\section*{Margin comments on the natural length and the equivalent number of gates}

\paragraph{1. Premises and conventions.}
The channel is a prism along $x$, gated for $0<x<L$. Its cross-section $\Omega$ has area $A$; the gated part $\Gamma$ of its boundary has length $P$, and $\hat n$ is the outward normal. Equations are in SI form. The potential $\psi$ has its zero chosen so that the gate stands at $V_G'=V_G-V_{FB}$. Five premises are used.
(P1) Poisson's equation holds with a scalar static permittivity $\varepsilon_s$.
(P2) The space charge is a fixed uniform density $\rho_0$ ($-qN_A$ for ionised acceptors); mobile charge is neglected, as in subthreshold.
(P3) The oxide acts locally as a plane capacitor, $C_{ox}=\varepsilon_{ox}/t_{ox}$ per unit area, with no interface charge.
(P4) No flux crosses the ungated boundary.
(P5) The potential is nearly uniform over each cross-section.
Notes 2--4 derive the result; notes 5--8 find what P3 and P5 cost.

\paragraph{2. Gauss's law on a slice.}
Integrate $\varepsilon_s(\partial_x^2+\nabla_\perp^2)\psi=-\rho_0$ over $\Omega$. Since $\Omega$ does not depend on $x$, $\partial_x^2$ commutes with the integral, and the divergence theorem turns the transverse term into a boundary integral. With $\bar\psi=A^{-1}\int_\Omega\psi\,dA$,
\begin{equation}
\varepsilon_s A\,\frac{d^2\bar\psi}{dx^2}+\oint_{\partial\Omega}\varepsilon_s\,\partial_n\psi\,dl=-\rho_0A .
\end{equation}
Continuity of the normal displacement and P3 give $\varepsilon_s\partial_n\psi=C_{ox}(V_G'-\psi)$ on $\Gamma$; the sign says that the potential rises outward toward a more positive gate. P4 removes the rest of the boundary. With $\langle\psi\rangle_\Gamma$ the average along $\Gamma$,
\begin{equation}
\frac{d^2\bar\psi}{dx^2}-\frac{\langle\psi\rangle_\Gamma-V_G'}{\lambda^2}=-\frac{\rho_0}{\varepsilon_s},
\qquad \lambda^2=\frac{\varepsilon_sA}{C_{ox}P}.
\label{gauss}
\end{equation}
This is exact under P1--P4 but not closed, because it contains two averages. P5 is used once, to set $\langle\psi\rangle_\Gamma=\bar\psi$. No parabolic profile is needed. With $\bar\psi(0)=V_{bi}$, $\bar\psi(L)=V_{bi}+V_D$ and $\psi_0=V_G'+\rho_0\lambda^2/\varepsilon_s$,
\begin{equation}
\bar\psi=\psi_0+\frac{(V_{bi}-\psi_0)\sinh\frac{L-x}{\lambda}+(V_{bi}+V_D-\psi_0)\sinh\frac{x}{\lambda}}{\sinh(L/\lambda)} .
\label{sol}
\end{equation}
Uniform doping shifts $\psi_0$ and leaves $\lambda$ alone. For $V_D\to0$ the barrier lies at $L/2$, and $2\sinh(L/2\lambda)/\sinh(L/\lambda)=1/\cosh(L/2\lambda)$ gives $\partial\bar\psi(L/2)/\partial V_G=1-\mathrm{sech}(L/2\lambda)$. If the barrier top controls the current, the subthreshold swing is
\begin{equation}
S=\frac{(k_BT/q)\ln10}{1-\mathrm{sech}(L/2\lambda)} .
\label{swing}
\end{equation}

\paragraph{3. The square.}
For side $t$ with $n$ faces gated, $A=t^2$ and $P=nt$, so
\begin{equation}
\lambda_n=\sqrt{\frac{\varepsilon_s\,t\,t_{ox}}{n\,\varepsilon_{ox}}},\qquad n=1,2,3,4 .
\label{ln}
\end{equation}
The case $n=1$ is the natural length of Yan, Ourmazd and Lee (1992); Colinge read the family as a count of gates. The integer arises only because each face adds the same capacitance $C_{ox}t$ per unit length while the area that carries the axial flux stays fixed.

\paragraph{4. The equivalent number needs a reference length, and a hexagon has four gates.}
Equating \eqref{gauss} with \eqref{ln} gives
\begin{equation}
n_{eq}=\frac{P\,t}{A},
\end{equation}
which means nothing until the side $t$ of the comparison square is named. Take a polygon whose sides all touch an inscribed circle of radius $r$. Cutting it into triangles with a common apex at the centre, each of height $r$, gives $A=Pr/2$. Fully wrapped, it has
\begin{equation}
\lambda^2=\frac{\varepsilon_s r\,t_{ox}}{2\varepsilon_{ox}}=\frac{\varepsilon_s\,d\,t_{ox}}{4\,\varepsilon_{ox}},\qquad d=2r ,
\end{equation}
so $n_{eq}=4$ with $t=d$ for the square, the hexagon and the circle alike. For the regular hexagon $d$ is the width across flats, $P=2\sqrt3\,d$ and $A=\tfrac{\sqrt3}{2}d^2$. Six facets do not make six gates, since each is only $d/\sqrt3$ wide. Other references give other numbers for the same wire: $t=\sqrt A$ gives $n_{eq}=(8\sqrt3)^{1/2}=3.72$ (circle: $2\sqrt\pi=3.54$), and the corner-to-corner width $2d/\sqrt3$ gives $8/\sqrt3=4.62$. With one facet ungated and $t=d$, $n_{eq}=10/3=3.33$. Below, $t=d$.

Only the gate capacitance per unit length $C'$ enters Gauss's law, so the wider statement is $\lambda^2=\varepsilon_sA/C'$ and $n_{eq}=C'\,t\,t_{ox}/(\varepsilon_{ox}A)$. Gate flux that reaches the fourth face of a square through the buried oxide, against P4, raises $C'$ and carries $n_{eq}$ from 3 toward 4.

\paragraph{5. What $\lambda$ approximates.}
Drop P3 and P5 for a fully wrapped wire. Subtract the $x$-independent long-channel solution. The remainder obeys $\nabla\cdot(\varepsilon\nabla\phi)=0$ in semiconductor and oxide and vanishes on the gate. Separation, $\phi=u(y,z)e^{\pm kx}$, gives $\nabla_\perp\cdot(\varepsilon\nabla_\perp u)+k^2\varepsilon u=0$ with $u=0$ on the gate, a self-adjoint problem whose lowest eigenvalue is
\begin{equation}
\frac1{\Lambda^2}\equiv k_1^2=\min_u\frac{\int\varepsilon|\nabla_\perp u|^2dA}{\int\varepsilon u^2dA}.
\label{ray}
\end{equation}
Far from the junctions the slowest mode remains, so $\Lambda$ is the true decay length, the same at every point of the section. Try $u=1$ in $\Omega$ and the electrostatic solution that falls from 1 to 0 in the oxide. The numerator is then $C'$, the exact capacitance per length of an equipotential wire, and
\begin{equation}
\Lambda^2\ \ge\ \frac{\varepsilon_sA+\varepsilon_{ox}\int_{ox}u^2dA}{C'}\ >\ \frac{\varepsilon_sA}{C'} .
\label{low}
\end{equation}
The Gauss-law length with the exact $C'$ is thus a strict lower bound: P5 is always optimistic. The extra term is axial flux carried by the oxide. For a thin layer $u=1-s/t_{ox}$, with $s$ the distance from the wire, $\int u^2dA=Pt_{ox}/3$, and the term adds $\Delta_{ox}=t_{ox}^2/3$ to $\lambda^2$.

\paragraph{6. Bounds on $C'$ for a wrapped hexagon.}
Let the oxide be conformal, with the gate on the curve $s=t_{ox}$. \emph{Upper bound} (Dirichlet's principle): $C'\le\varepsilon_{ox}\int|\nabla u|^2dA$ for any $u$ with the right boundary values. Take $u=f(s)$. The level curves of a convex body consist of shifted facets and corner arcs whose angles sum to $2\pi$, so their length is $P+2\pi s$, and $|\nabla s|=1$. Minimising $\int f'^2(P+2\pi s)\,ds$ gives $f'\propto1/(P+2\pi s)$ and
\begin{equation}
C'\le C_+=\frac{\varepsilon_{ox}}{\int_0^{t_{ox}}\frac{ds}{P+2\pi s}}=\frac{2\pi\varepsilon_{ox}}{\ell},\qquad \ell=\ln\frac ba,\quad a=\frac P{2\pi},\quad b=a+t_{ox}.
\end{equation}
For a circle this is the coaxial formula and is exact. With $\varrho=a+s$ the trial function is $\ln(b/\varrho)/\ell$, and the oxide term of \eqref{low} becomes $\Delta_{ox}=\ell^{-1}\int_a^b\varrho\ln^2(b/\varrho)\,d\varrho$.
\emph{Lower bounds} (Thomson's principle): any divergence-free $\mathbf D$ carrying charge $Q$ per length from wire to gate has $\int D^2dA/2\varepsilon_{ox}\ge Q^2/2C'$. A field $Q/P$ normal to the facets and zero in the corner wedges is admissible, being tangent to the wedge edges, and gives $C'\ge C_{ox}P$. A radial field $Q/2\pi\varrho'$, with $\varrho'$ the distance from the axis, runs on every ray from the wire to at most the concentric hexagon of width $d+2t_{ox}$, a radius ratio $1+2t_{ox}/d$ independent of angle. Hence
\begin{equation}
C'\ge C_-=\frac{2\pi\varepsilon_{ox}}{\ln(1+2t_{ox}/d)} .
\end{equation}
So P3 underestimates $C'$, by a relative amount up to $\pi t_{ox}/P$ at first order. This correction shortens the length; it is the only one of the three that does.

\paragraph{7. The price of P5, in closed form.}
Keep P3 and set $\gamma=C_{ox}/\varepsilon_s$. The mode obeys $\nabla_\perp^2u=-k^2u$ in $\Omega$ and $\partial_nu=-\gamma u$ on the boundary. Integration over $\Omega$ gives the identity $k^2\int u\,dA=\gamma\oint u\,dl$. Expand $u=1+\gamma w+O(\gamma^2)$ with the normalisation $\int u\,dA=A$, so that $\int w\,dA=0$. At first order $k^2=\gamma P/A$, and
\begin{equation}
\nabla_\perp^2w=-P/A,\qquad \partial_nw=-1 .
\end{equation}
Green's identity with zero mean gives $\int|\nabla w|^2dA=\oint w\,\partial_nw\,dl=-\oint w\,dl$, and the integrated identity yields
\begin{equation}
k^2=\frac{\gamma P}{A}-\frac{\gamma^2}{A}\int_\Omega|\nabla w|^2dA+O(\gamma^3).
\end{equation}
For a polygon with an inscribed circle, $w=\text{const}-(y^2+z^2)/2r$ solves the problem exactly: its Laplacian is $-2/r=-P/A$, and on each facet the position vector has normal component $r$, so $\partial_nw=-1$. Then $|\nabla w|^2=(y^2+z^2)/r^2$. One triangle of a regular $N$-gon, $0<y<r$, $|z|<y\tau$ with $\tau=\tan(\pi/N)$, has area $r^2\tau$ and second moment $r^4(\tau/2+\tau^3/6)$, so
\begin{equation}
\beta\equiv\frac{\langle y^2+z^2\rangle}{r^2}=\frac12+\frac{\tau^2}{6}=\frac23,\ \frac59,\ \frac12\quad(\text{square, hexagon, circle}).
\end{equation}
With the Biot-type number $\mathrm{Bi}=\gamma r$, $k^2r^2=2\,\mathrm{Bi}-\beta\,\mathrm{Bi}^2$, and inversion gives
\begin{equation}
\frac1{k^2}=\lambda^2+\frac{\beta r^2}{4}+O(\mathrm{Bi}\,r^2),
\end{equation}
that is $\lambda^2+5d^2/144$ for the hexagon. The relative correction is $\beta\,\mathrm{Bi}/2$, and ``nearly uniform'' means $\mathrm{Bi}\ll1$.

Two tests. For the circle the exact condition is $xJ_1(x)/J_0(x)=\mathrm{Bi}$ with $x=kr$; the series $x^2/2+x^4/16+\dots$ gives $x^2=2\mathrm{Bi}-\mathrm{Bi}^2/2$, as found. A parabolic profile $1-\eta\varrho'^2$ has $\eta=\gamma/(2r+\gamma r^2)$; imposing the field equation on the axis alone gives $1/k^2=1/4\eta=\lambda^2+r^2/4$, twice the correct term $r^2/8$. The square separates. A direction with one gated face obeys $\kappa t\tan\kappa t=\gamma t$, so $\kappa^2=\gamma/t-\gamma^2/3$; two opposite faces replace $t$ by $t/2$, so $\kappa^2=2\gamma/t-\gamma^2/3$; and $k^2$ is the sum over the two directions. The terms added to $\lambda_n^2$ are $t^2/3$ ($n=1$), $t^2/12$ ($n=2$, opposite), $t^2/6$ ($n=2$, adjacent), $2t^2/27$ ($n=3$) and $t^2/24$ ($n=4$), the last equal to $\beta r^2/4$. Two gates on adjacent faces share $\lambda_2$ with the double gate and differ from it at the next order: the count of gates does not fix $\Lambda$.

To first order in each small ratio the corrections add,
\begin{equation}
\Lambda^2\approx\frac{\varepsilon_sA}{C'}+\frac{\beta r^2}{4}+\Delta_{ox}.
\label{add}
\end{equation}
This is an estimate: cross terms are dropped, and $\beta$ assumes a flux uniform along the perimeter, whereas the real flux crowds at the corners.

\paragraph{8. A sharper strict bound.}
Restrict \eqref{ray} to functions constant on nested curves: concentric hexagons of inradius $\xi\le r$ inside (length $4\sqrt3\,\xi$, $|\nabla\xi|=1$), parallel curves outside (length $2\pi\varrho$). The two lengths agree at the interface, $4\sqrt3\,r=2\pi a=P$. The Euler equation is Bessel's equation of order zero in each region, and matching $\varepsilon u'/u$ gives
\begin{equation}
\varepsilon_s\frac{J_1(kr)}{J_0(kr)}=\varepsilon_{ox}\frac{J_1(ka)Y_0(kb)-Y_1(ka)J_0(kb)}{J_0(ka)Y_0(kb)-Y_0(ka)J_0(kb)} .
\label{bes}
\end{equation}
A minimum over a smaller class lies higher, so the lowest root $k_*$ satisfies $\Lambda\ge1/k_*$. For this restricted problem \eqref{add} applies with $C'=C_+$ and $\beta=1/2$, which allows a test of \eqref{add} where $\mathrm{Bi}$ is not small.

\paragraph{9. Range of validity.}
(a) P5 and P3 pull against each other. In thin-oxide form the relative corrections to $\lambda^2$ are $\tfrac\beta2\frac{\varepsilon_{ox}}{\varepsilon_s}\frac r{t_{ox}}$ from note 7 and $\tfrac23\frac{\varepsilon_{ox}}{\varepsilon_s}\frac{t_{ox}}r$ from $\Delta_{ox}$. Their product does not depend on geometry, so their sum is at least $2\sqrt{\beta/3}\,\varepsilon_{ox}/\varepsilon_s=0.86\,\varepsilon_{ox}/\varepsilon_s$ for the hexagon. Equation \eqref{ln} is asymptotically correct for $\varepsilon_{ox}/\varepsilon_s\ll t_{ox}/r\ll1$, a window that a high-permittivity oxide closes.
(b) One mode suffices when $L$ is well above $d$. For the circle under P3, $xJ_1/J_0$ is negative between the first zero of $J_0$ and $x=3.83$, so the second axisymmetric mode decays faster than $e^{-3.83x/r}$ along the axis.
(c) Mobile electrons add $1/L_D^2=q^2n/\varepsilon_sk_BT$ to $k^2$ in linearised Boltzmann statistics; P2 needs $n\ll n_*=\varepsilon_sk_BT/q^2\Lambda^2$.
(d) Interface traps hold a charge that changes by $-C_{it}\,\delta\psi$ per area, $C_{it}=q^2D_{it}$ ($qD_{it}$ with $D_{it}$ per eV). They add $C_{it}\oint u^2dl$ to the numerator of \eqref{ray}, so $C'\to C'+C_{it}P$ in the first and third terms of \eqref{add}, while $C'(\delta V_G-\delta\psi)=C_{it}P\,\delta\psi$ multiplies the long-channel swing by $1+C_{it}P/C'$. A shorter length then comes with worse gate control.
(e) In a uniaxial crystal with its axis along the wire the mode equation is $\varepsilon_\perp\nabla_\perp^2u+\varepsilon_\parallel k^2u=0$. The axial value $\varepsilon_\parallel$ replaces $\varepsilon_s$ in $\lambda^2$, and $\beta r^2/4$ acquires the factor $\varepsilon_\parallel/\varepsilon_\perp$.
(f) Quantum confinement does not enter $\Lambda$ while P2 holds; it shifts the threshold and decides where in the section $u$ is sampled. Tunnelling is outside the model.

\paragraph{10. Numbers for a fully wrapped hexagonal InAs wire.}
``Hexagonal'' describes the section. The crystal is treated as zinc blende, with the bulk static constant $\varepsilon_s=14.84\,\varepsilon_0$ (300 K, compiled value, Rakita 2019), the static one because the bias is steady. Thin InAs wires are typically wurtzite or mixed, and then (e) applies. Assumed inputs: $d=20$ nm, an Al$_2$O$_3$ layer with $t_{ox}=3$ nm and a typical $\varepsilon_{ox}=9\,\varepsilon_0$, $L=30$ nm, $T=300$ K.

Geometry: $r=10$ nm, $P=69.3$ nm, $A=346$ nm$^2$, $a=11.03$ nm, $b=14.03$ nm, $\ell=0.2406$. Then $C_{ox}=2.66\ \mu$F/cm$^2$ and, from \eqref{ln} with $n=4$ and $t=d$,
\begin{equation}
\lambda_4^2=24.7\ \text{nm}^2,\qquad \lambda_4=4.97\ \text{nm}.
\end{equation}
The premises are strained: $\varepsilon_{ox}/\varepsilon_s=0.61$, $\mathrm{Bi}=2.02$, $\beta\,\mathrm{Bi}/2=0.56$, and the floor in (a) is $0.52$. The corrections are as follows.
\begin{center}
\begin{tabular}{lcc}
 & $C'=C_+$ & $C'=C_-$\\
$C'$ (fF/$\mu$m); $C_{ox}P=1.84$ & 2.08 & 1.91\\
$\varepsilon_sA/C'$ (nm$^2$) & 21.9 & 23.9\\
$\beta r^2/4$ (nm$^2$) & 13.9 & 13.9\\
$\Delta_{ox}$ (nm$^2$) & 2.66 & 2.66\\
$\Lambda^2$ from \eqref{add} (nm$^2$) & 38.4 & 40.4\\
$\Lambda$ (nm) & 6.2 & 6.4
\end{tabular}
\end{center}
The curved-oxide value of $\Delta_{ox}$ is used in both columns; the flat form would give 3.00 nm$^2$. The root of \eqref{bes} is $k_*r=1.63$, so $\Lambda\ge6.14$ nm strictly within P1 and P2, more than 20 per cent above $\lambda_4$. For that restricted problem \eqref{add} gives 37.0 nm$^2$, or 6.09 nm, which is 0.9 per cent short; the additive form survives $\mathrm{Bi}\approx2$ in this test. The model's decay length is therefore about 6.2 to 6.4 nm, 1.25 to 1.28 times $\lambda_4$. Expressed as a gate count, $\varepsilon_sd\,t_{ox}/\varepsilon_{ox}\Lambda^2$ lies between 2.4 and 2.6, with the strict ceiling 2.62, in place of 4.

The difference sits in an exponent. With $(k_BT/q)\ln10=59.5$ mV/dec, \eqref{swing} gives $\mathrm{sech}=0.098$ and $S=66$ mV/dec for $\lambda_4$, and $\mathrm{sech}=0.18$ and $S=73$ mV/dec for the middle value 6.3 nm. The second figure assumes unit mode amplitude. Projecting a uniform end-face potential on $J_0(x\varrho'/r)$ of a circle gives the axial amplitude $2J_1/[x(J_0^2+J_1^2)]=1.34$ at $x=1.6$, which multiplies the sech and raises the on-axis swing to 79 mV/dec. The electrons do sit near the axis: a hard-wall circle of equal area with the mass $0.026\,m_e$ (0 K, compiled value, Vurgaftman 2001) puts the lowest level at $\hbar^2j_{01}^2\pi/2mA=77$ meV, $j_{01}$ being the first zero of $J_0$, against $k_BT=26$ meV. This level is 0.21 of the gap of 0.36 eV (300 K, compiled value, Skelton 2020), so band non-parabolicity lowers it; the small gap also lets band-to-band tunnelling limit the off-current once the drain bias approaches the gap. Premise P2 holds for $n\ll n_*=5.3\times10^{17}$ cm$^{-3}$.

Traps matter at a comparable level. An assumed $D_{it}=3\times10^{12}$ cm$^{-2}$eV$^{-1}$ gives $C_{it}=0.48\ \mu$F/cm$^2$, $C_{it}P=0.33$ fF/$\mu$m and $C_{it}P/C'=0.16$ to $0.17$. The model's length falls to 5.9--6.0 nm, while the long-channel swing rises to 69--70 mV/dec. Room-temperature swings of InAs wire transistors typically run from about 70 to well above 100 mV/dec, so the trap-free figures lie at the favourable end and can be low by 30 per cent or more, a miss that is set by the interface and which no choice of $n_{eq}$ repairs.